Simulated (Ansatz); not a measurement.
# Trial structures of B3N2: starts and ends

Computed with DFT PBE, scalar-relativistic, plane waves, PAW (Ansatz). Settings: cutoff 420 eV, Γ-centred meshes spaced at most about 0.3 Å⁻¹, and about 0.25 Å⁻¹ or finer for metals (2π included), Gaussian smearing. No spin polarisation in the final relaxations.

Each guess was relaxed in cell and atoms at zero pressure, within the symmetry of its start. All energies are static (0 K, no zero-point motion). Coordination counts N atoms around B (those within 1.25 times the shortest such distance or 1.15 times the sum of covalent radii, 1.27 where that leaves under three; a plus sign parts nearer from farther groups; the shortest distance is added where it exceeds 1.18 times the sum of covalent radii).

```csv
guess,made from,start group,V start (Å³/atom),end group,V end (Å³/atom),coordination at the end,gap on mesh (eV),E over the lowest end (meV/atom)
1,random cell,P6/mmm,8.3,P6/mmm,17.7,B 4+8 from 4.4 Å,0,845
2,random cell,P-62m,10.3,?,?,?,?,?
3,Ni3Se2 type,R32,7.7,R32,11.3,B 2,0,0
4,random cell,P3m1,9.2,P3m1,11.0,B 1+2,0,1137
```

Guess 2 as it starts:

```xyz
5
Lattice="3.3975 0.0000 0.0000 -1.6988 2.9423 0.0000 0.0000 0.0000 5.1534" Properties=species:S:1:pos:R:3 pbc="T T T"
B     1.0768    0.0000    0.0000
B    -0.5384    0.9325    0.0000
B     1.1604    2.0098    0.0000
N     0.0000    0.0000    3.8460
N     0.0000    0.0000    1.3074
```

Problem. Predict the end of this guess and its energy over the lowest end.

Solution. It ends in space group P-62m (No. 189), with a = 3.447 Å, c = 4.288 Å, 8.8 Å³/atom and no gap; its coordination is B 2. It lies 0.87 eV/atom over the lowest end, above guess 1 and below guess 4. Counting N atoms around B, this end and the lowest (guess 3) both have B 2. This end holds B–B nets (shortest 1.99 Å); the lowest (guess 3) holds B–B units of three or more atoms (shortest 1.90 Å).

```
B N
1.0
     3.44739    0.00000    0.00000
    -1.72370    2.98553    0.00000
     0.00000    0.00000    4.28772
B N
3 2
Direct
  0.33446 0.00000 0.00000
  0.00000 0.33446 0.00000
  0.66554 0.66554 0.00000
  0.00000 0.00000 0.75802
  0.00000 0.00000 0.24198
```

The zero of energy is the elements' standard structures at the same level (N₂ as a molecule); no fitted shifts are applied.

Problem. Is the lowest end bound against the elements?

Solution. Yes: its formation energy is −0.28 eV/atom. Whether it is stable depends on the other phases of the system, which aren't compared here.

No dispersion correction is applied, so the spacing and binding between layers, chains or molecules are poorly described (R32, P6/mmm, P-62m, P3m1), and this can change margins and order among such cells. In R32, P6/mmm, P-62m, P3m1 an odd number of electrons in the primitive cell allows no gap without spin; a larger cell or a magnetic state could open one. A magnetic state wasn't ruled out in cells without spin, among them P-62m. With atoms moved at random, P-62m came back. Other cells relaxed within their symmetry can be saddle points. A lower structure may well exist outside this small set. Some types were kept out of the candidates beforehand, so the set may lack a known form.

Only the R32 end is bound against the elements; the other three lie above them, since their energies over it exceed its binding. The number of N neighbours doesn't set this order: R32 and P-62m share the same count but are far apart in energy, and P3m1, with more N around boron, is highest.

In P-62m each N caps a triangle of a flat boron sheet from one side, so its lone pair points at that of an N in the next layer. Repulsion between these pairs, together with a boron net stretched well beyond normal B–B bonds, probably offsets much of the gain from the short, polar B–N bonds. That would explain why this end is hardly different in energy from P6/mmm, where boron has no N within bonding reach.

Binding against the elements is a weak test here. Boron nitride, with each boron bonded to three N in strong, polar sp² bonds, is a very stable competitor, so even the R32 end would probably decompose into BN and boron.
